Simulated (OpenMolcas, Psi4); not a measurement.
## Ge2H6 (digermane): a line through the functionals

Ge2H6 has 8 atoms, charge 0, and is taken as a singlet. SMILES: `[GeH3][GeH3]`. Geometry: relaxed at PBE0-D4/def2-TZVP.

The vertical ionisation energy (to the doublet cation) y, in eV, basis 6-31G(d); a is the functional's share of exact exchange. Programs: OpenMolcas 26.06, Psi4 1.11.

| functional | program | a | y (eV) |
| --- | --- | --- | --- |
| PBE | Psi4 | 0 | 10.07 |
| revPBE | Psi4 | 0 | 10.02 |
| B3LYP | OpenMolcas | 0.2 | 10.23 |
| PBE0 | OpenMolcas | 0.25 | ? |
| BHLYP | OpenMolcas | 0.5 | 10.26 |

Task: Fit y = c + s·a to the known rows and predict PBE0.

Result: 
1. Means of the 4 rows: a = 0.1750, y = 10.145.
2. Σ(Δa)² = 0.1675, Σ(Δa·Δy) = 0.0745, so the slope is 0.0745/0.1675 = 0.44478.
3. Intercept: 10.145 − (0.44478) × 0.1750 = 10.067. The largest residual of the fit is 0.074.
4. PBE0: 10.067 + (0.44478) × 0.25 = 10.18 eV.

The run gave 10.23 eV, so the prediction is off by -0.05 eV, within the scatter of the fit.

The ionisation energy rises only modestly from the semilocal functionals to the hybrids, and not in strict proportion to exact exchange: B3LYP and PBE0 both give 10.23 eV despite their different shares, and BHLYP lies barely higher. The electron leaves mainly the Ge–Ge σ bond, the highest occupied level of digermane. Because the energy is a difference between neutral molecule and cation, orbital relaxation is included and the dependence on exact exchange is much weaker than it would be for the orbital energy itself. The remaining rise probably reflects semilocal exchange over-stabilising the hole shared by the two germanium atoms.

PBE and revPBE differ with no exact exchange in either, so a single variable cannot capture the whole spread. The fitted slope therefore mixes the effect of exact exchange with changes in the semilocal part. PBE to PBE0 is the cleaner comparison, and it gives a steeper rise than the line, which accounts for the low prediction. Success in interpolating PBE0 does not show which share of exchange comes closest to the true ionisation energy.
